Q: I have the 3s level of six iodine ions in scalar-relativistic, spin-polarised LDA, and two things puzzle me. Why does the level sink so far while the orbital barely changes size? And why does the splitting between the two spins go up, drop to zero, jump and fall again?

Iodine ions computed with Quantum ESPRESSO ld1.x 7.5 as spherical all-electron Kohn-Sham atoms, in scalar-relativistic, spin-polarised LDA (Slater exchange, PW92 correlation) with a point nucleus. Open shells are filled high-spin, with up the majority spin. Eigenvalues are negative for bound levels.

| species | Z | charge (e) | electrons | configuration | eigenvalue (3s up) (eV) | eigenvalue (3s down) (eV) | mean radius (3s up) (bohr) | mean radius (3s down) (bohr) | ε(3s down) − ε(3s up) (eV) |
| --- | --- | --- | --- | --- | --- | --- | --- | --- | --- |
| I2+ | 53 | 2 | 51 | [Kr] 4d10 5s2 (5p up)3 | -1047.6 | -1047.5 | 0.31458 | 0.31457 | 0.12 |
| I9+ | 53 | 9 | 44 | [Kr] (4d up)5 (4d down)3 | -1175.6 | -1175.1 | 0.31431 | 0.31425 | 0.51 |
| I17+ | 53 | 17 | 36 | [Ar] 3d10 4s2 4p6 | -1443.7 | -1443.7 | 0.31252 | 0.31252 | 0.00 |
| I24+ | 53 | 24 | 29 | [Ar] 3d10 (4s up)1 | -1734.6 | -1733.8 | 0.30977 | 0.30960 | 0.80 |
| I32+ | 53 | 32 | 21 | [Ar] (3d up)3 | -2330.7 | -2319.1 | 0.29348 | 0.29410 | 11.62 |
| I40+ | 53 | 40 | 13 | [Ne] 3s2 (3p up)1 | -2991.0 | -2981.6 | 0.27888 | 0.27905 | 9.42 |

A: Take the columns first. The eigenvalue $\varepsilon$ is the Kohn-Sham level of the 3s orbital for each spin, with up the majority spin. The mean radius is $\langle r\rangle$ of that orbital. The last column, which I will call the gap $\Delta$, is $\varepsilon(3s\downarrow)-\varepsilon(3s\uparrow)$. The nuclear charge is 53 in every row, so whatever changes is the work of the other electrons. Your two puzzles have different causes. The level responds to the total charge of the other electrons and the gap to their spin density. What do you get if you treat 3s as a hydrogen-like orbital with an effective charge?

Q: Then $\varepsilon\propto Z_\text{eff}^2$ and $\langle r\rangle\propto 1/Z_\text{eff}$, so $\varepsilon\langle r\rangle^2$ stays fixed. The up radius goes from 0.31458 to 0.27888 bohr, a ratio of 0.887, and $1/0.887^2=1.27$. The binding grows by a factor 2.86. Where does the rest come from?

A: From the difference between a potential and a force. Think of a small atom at the centre of a hollow, uniformly charged sphere of charge $-Q$ and radius $R$. Inside, the potential energy of an electron is raised by the constant $Q/R$ in atomic units, and the field is zero. Remove the sphere and every level of the atom drops by $Q/R$, while no orbital changes shape. An effective charge can't describe this, because it ties the energy to the force. The $n=4$ and $n=5$ electrons of iodine act on 3s much as that sphere does. The analogy has two bounds. Real shells are thick and have inner lobes that reach into the 3s region, and the electrons that remain contract when some are removed. It stops being useful once the removed electrons have $n=3$, because part of their charge lies inside the 3s orbital and screens the nucleus in the ordinary sense.

Q: Do the numbers show where it stops?

A: The radius does. Up to I24+ only $n=4$ and $n=5$ electrons leave. In each of those three steps the up radius shrinks by less than 1 %, while the binding grows by 12 to 23 % of its starting value. In the two last steps, which remove 3d and 3p electrons, the radius shrinks by about 5 % each.

A second check comes from the 1s level of the same calculations. The 1s electron sits so near the nucleus that all the removed charge lies outside it, so its shift measures the change of the potential at the centre. If the hollow sphere were exact, 3s and 1s would shift alike. The ratio of the 3s shift to the 1s shift is 0.977 in the first step and falls at every step, through 0.868 for the removal of 4p and 4s, to 0.674 in the last. The picture therefore fades gradually, and it is already imperfect for the $l=0$ and $l=1$ electrons of $n=4$, which penetrate deeply.

Q: Can I get the size of a step by hand?

A: Work the step from I9+ to I17+, where eight 4d electrons leave. A spherical shell of electrons contributes its occupation times $\langle 1/r\rangle$ to the potential at the nucleus. The calculation gives $\langle 1/r\rangle=1.54\ \text{bohr}^{-1}$ for 4d in I9+. The bare removal is $8\times1.54=12.3$ hartree, or 335 eV with 27.2 eV to the hartree.

The remaining shells contract and give part of this back. For 4s, $\langle 1/r\rangle$ rises from 1.924 to 2.068, and for 4p from 1.777 to 1.949, with the two spins of I9+ averaged. That returns $2\times0.144+6\times0.172=1.32$ hartree, or 36 eV. The $n=3$ shells move less but hold eighteen electrons: $2\times0.030+6\times0.033+10\times0.039=0.65$ hartree, or 18 eV. With unrounded terms the net change at the centre is 282 eV, or about 1 eV less once the slight contraction of the $n=2$ shells is counted, and the 1s level moves by 283.0 eV. Nothing was fitted. The 3s level moves by 268.1 eV, which is 0.948 of the 1s shift. The shortfall has the expected sign, since 3s samples the potential near 0.3 bohr, where the inner lobe of 4d is partly inside it.

Q: So the shift per removed electron should follow how close in that electron was?

A: Yes, and it rises at every step: 18.3, 33.5, 41.6, 74.5 and 82.5 eV. Use this measure and not the raw differences, because the charge steps are 7 or 8 electrons and most of them mix two or three subshells. The first step takes mostly 5s and 5p electrons from about 2 bohr, the second takes 4d from 0.86 bohr and the third mostly 4p from 0.71 bohr. The big jump comes on entering $n=3$. For I24+ the calculation gives the Coulomb integrals $F^0$ with 3s, which are the mean repulsion between one 3s electron and one electron of another subshell: 46.8 eV for 4s and 82.3 eV for 3d. One 4s and seven 3d electrons with frozen orbitals make $46.8+7\times82.3=623$ eV, against 596 eV in the table. The count overshoots, as it should when relaxation and the loss of exchange are ignored. For the last step the same integrals give 644 eV against 660 eV, an undershoot. They belong to I24+, and the $n=3$ orbitals of the later ions are tighter and repel each other more.

Q: Is there one formula for all five steps?

A: First-order perturbation theory. An eigenvalue is stationary with respect to its orbital, so a change $\delta v$ of the potential moves it by
$$\delta\varepsilon\approx\langle 3s|\,\delta v_H+\delta v_{x\uparrow}\,|3s\rangle ,$$
with $v_H$ the Hartree potential of all electrons and $v_{x\sigma}=-(6\rho_\sigma/\pi)^{1/3}$ the Slater exchange potential for the density $\rho_\sigma$ of spin $\sigma$. For the densities I gave each subshell a non-relativistic hydrogenic shape, with its charge chosen so that $\langle r\rangle=[3n^2-l(l+1)]/2Z_\text{eff}$ equals the spin-up mean radius from the calculation. The 3s density is averaged over the two ions of the step. There is no adjusted parameter. The model misses the tabulated step by +3.3 % in the first step and by less in each later one, down to −0.2 % in the last.

The Hartree term carries nearly all of it. Exchange matters once $n=3$ is opened. It gives back 8 eV of 601 eV in the fourth step and 26 eV of 685 eV in the last, because the same-spin density around 3s thins out. The relaxed radii are fed in from the calculation, and the exchange formula is the one the calculation uses. The agreement therefore shows that the shift is electrostatics of the other shells and that the details of orbital shape hardly matter for it. It is no test of LDA. These eigenvalues are not binding energies either. For the outermost level of I24+ the eigenvalue gives 789 eV, while the ionisation energy from the same calculation is 805 eV. The point nucleus and the missing Breit and QED terms affect the absolute position of an s level in so heavy an atom. I would argue that they largely cancel between rows, since the inner part of the orbital changes little.

Q: Now the gap. It reads 0.12, 0.51, 0.00, 0.80, 11.62, 9.42 eV. Is that one trend at all?

A: Not as it stands, because the open subshell and the number of unpaired electrons change along with the charge. The configuration column gives 3, 2, 0, 1, 3 and 1 unpaired electrons, in 5p, 4d, none, 4s, 3d and 3p. The 3s subshell is full in every row. Its two electrons see the same nucleus and the same Hartree potential, and differ only in exchange and correlation. Keeping exchange,
$$\Delta\approx\Big(\frac{6}{\pi}\Big)^{1/3}\int|\phi_{3s}|^2\,\big(\rho_\uparrow^{1/3}-\rho_\downarrow^{1/3}\big)\,d^3r .$$
Write $\rho_{\uparrow,\downarrow}=(\rho\pm m)/2$ with the spin density $m=n_u|\phi_\text{open}|^2$, where $n_u$ counts the unpaired electrons. For $m\ll\rho$,
$$\Delta\approx n_u\int|\phi_{3s}|^2\,|\phi_\text{open}|^2\;\frac13\Big(\frac{6}{\pi}\Big)^{1/3}\Big(\frac{\rho}{2}\Big)^{-2/3}d^3r .$$
Three factors appear: the moment, the overlap of the 3s density with the open-shell density, and a kernel that is weak where the total density is high.

Q: Then I17+ is simply $n_u=0$?

A: Yes. It has the closed 4p⁶ shell, the two spin densities are identical, and the zero is required by symmetry. No moment has been quenched there. The fall from I32+ to I40+ is also the first factor at work, since the moment drops from 3 to 1. Divide by $n_u$ and the five open-shell rows give 0.040, 0.255, 0.80, 3.87 and 9.42 eV, which rises throughout. Even the largest gap, at I32+, is only 0.50 % of the binding, which is why the up and down columns run together.

Q: That series rises with charge. Why should I believe in overlap and not just in charge?

A: Along the column alone you can't decide. I fitted straight lines by least squares to $\ln(\Delta/n_u)$ over the five open-shell rows, leaving out I17+ because it has no moment. Against the charge the slope is 0.136 per unit charge. Against the logarithm of the open-shell radius, which runs from 2.19 bohr for 5p to about 0.26 bohr for $n=3$, the slope is −2.4. Both scatter by a typical factor of 1.4, and with two parameters on five points neither slope means much. Charge and radius move together in this series.

The other levels of the same ions rule out charge alone, because there the charge is fixed. In I2+ the 3s level splits by 0.12 eV and the 5s level, which shares the region of the open 5p shell, by 2.10 eV. In I24+ the figures are 0.80 eV for 3s and 5.83 eV for 4s. In I32+ the 1s level splits by only 0.3 eV, since a 3d electron hardly reaches it, while 3s splits by 11.62 eV. The numbers thus show that, at fixed charge, the splitting depends on which orbital is looking at the spin density. They don't isolate the overlap, since the 5s and 4s levels also lie where the total density is thin and the kernel strong. Charge enters by deciding which subshell is open, how tight it is and how dense the background is.

Q: How well does the exchange integral do with those hydrogenic shapes?

A: Evaluated without linearising, with the same spatial orbitals for both spins, it lies above the table in all five rows. It is 5 % high for I32+ and 10 % high for I24+ and I40+. A small excess is what theory suggests, because correlation opposes the spin splitting from exchange and is left out. For I9+ and I2+ the model is high by factors of 1.85 and 2.18. The rounding of 0.12 eV is about 4 % and can't excuse that.

The failure has a plausible seat. When the open shell lies far out, the gap comes from its small inner lobes, and a hydrogenic function scaled to the outer radius puts them in the wrong place. For 4d in I9+ the scaling gives $Z_\text{eff}=21/0.856=24.5$ and a node at $12/24.5=0.49$ bohr. The calculation has the node at 0.35 bohr, much further in, as orthogonality to a 3d orbital of mean radius 0.29 bohr would lead you to expect. That puts it near the main lobe of 3s, where a node cuts the overlap. So the hydrogenic shape is wrong just where it matters, and in the direction that makes the model gap too large. In I9+ the 2s level splits by 0.75 eV, more than 3s, and that fits such a picture. How much of the factor 1.85 the misplaced node explains I have not computed. The model also omits the spin polarisation of the closed shells in between, whose share I have not separated either. The good result for 4s in I24+ may owe something to luck for the same reason.

Q: The 3d and 3p radii are 0.256 and 0.270 bohr. Why does one 3p electron split 3s 2.43 times as much as one 3d electron?

A: This is where a law in the radius fails, giving 1.61 times the table for I32+ and 0.58 times for I40+. The model gives a ratio of 2.55 and lets us split it, since these are rows where it works. Define the overlap as $\int|\phi_{3s}|^2|\phi_\text{open}|^2d^3r$ and the effective kernel as the model gap divided by $n_u$ and by the overlap. The overlap is 1.55 times larger for 3p, whose lobes follow those of 3s more closely than the nodeless 3d does. The kernel is 1.65 times larger, because the unpaired electron of I40+ stands out against a thinner background. There are 11 electrons with $n=3$ in I32+ and 3 in I40+. If they were the whole background the factor would be $(11/3)^{2/3}=2.4$. It is smaller because the $n=2$ density, which hardly changes, also fills part of the region. The split is a property of the model, and the table confirms only the product.

Q: Can I take these gaps as 3s multiplet splittings?

A: No. With exact (Hartree-Fock) exchange and frozen orbitals, each unpaired electron of angular momentum $l$ separates the up and down 3s eigenvalues by $G^l/(2l+1)$, where $G^l$ is the exchange integral between the two orbitals. For I24+ the calculation gives $G^0(4s,3s)=3.52$ eV, and LDA yields 0.80 eV, which is 0.23 of it. With the integrals of I24+ borrowed for the other two ions, 3d gives $34.14/5=6.83$ eV and 3p gives $52.02/3=17.34$ eV, so LDA reaches 0.57 and 0.54. The true fractions should be somewhat lower, as the orbitals of those ions are tighter. The 3p to 3d ratio of 2.54 is close to the table's 2.43, though exact exchange has no background kernel and gets its ratio from the angular factor and the radial integrals. Even this eigenvalue difference is not the multiplet splitting. The two spin-coupled states of a 3s hole lie $(n_u+1)G^l/(2l+1)$ apart with frozen orbitals, twice the eigenvalue difference for a single unpaired electron, and correlation and relaxation change that value in turn.

The states are also model states. The open shells are averaged to spheres, so no terms exist, and spin-orbit coupling is absent. As rough recalled sizes, it splits iodine 3p by some tens of eV and 3d by about 10 eV. The exchange splitting of 3p in I40+ is 9.4 eV and that of 3d in I32+ is 14.6 eV. A lone 3p electron would sit in a $j=1/2$ level, where the spin projection is a third of that of a pure spin state. For the two large gaps a pure up shell is thus a model state and no description of the real ion. The level shift, which depends on charge density, is far less exposed to this.

Q: The up radius is larger than the down radius for I9+ and I24+ and smaller for I32+ and I40+. Does the same picture give the sign?

A: The cause must be the same, since the two 3s orbitals differ only through exchange and correlation. The question is whether a simple rule gives the sign. The difference for I2+ is one unit of the last digit in the table, and the unrounded radii, 0.3145775 and 0.3145686 bohr, put the up orbital outside. One can argue that the up orbital is drawn toward the place where its extra exchange attraction lies, outward for an open shell with $n=4$ or 5 and inward for $n=3$. The open-shell radii of 0.256 and 0.270 bohr do lie inside the 3s radii of their ions. To test this I took the centroid of the extra attraction, weighted with the 3s density, and compared it with the 3s mean radius. It lies outside by 0.049 bohr for I24+ and inside by 0.016 bohr for I32+, which matches the signs of $+17\times10^{-5}$ and $-62\times10^{-5}$ bohr. For I9+ and I40+ it falls within 0.005 bohr of the mean radius and on the wrong side. For I2+ it lies outside by 0.064 bohr, again on the right side. The two misses tell against the test more than against the argument. The I9+ value rests on the hydrogenic 4d shape that already failed for the gap, and a centroid is too blunt a tool for an orbital with two nodes. A proper test needs the response of the 3s orbital to the difference of the two potentials.

Q: How would I guess an ion between these rows?

A: Treat the two quantities apart. The level deepens with each electron removed, by an amount set by the mean repulsion of that electron with 3s, less the relaxation, and the slope steepens most when a shell of lower $n$ is opened. The radius moves markedly only for $n=3$. The gap should trace an arch within each subshell, zero when it is full or empty and largest near half filling, with arches that are far higher for $n=3$ than for $n=4$ or 5. The six rows each come from a different place on a different arch, and that is the source of the irregular look.

What stays open is why LDA recovers under a quarter of the exact-exchange splitting for the 4s electron and roughly half for 3d and 3p. The model suggests that much of the 3s-4s overlap lies close to the nucleus, where the dense 1s and 2s background weakens the local kernel, and I24+ indeed has the smallest kernel of the five. But I24+ is the only row whose integrals are its own. Whether the fraction follows the angular momentum of the open shell, its principal quantum number or the density of the background can't be told from rows in which all three change together.
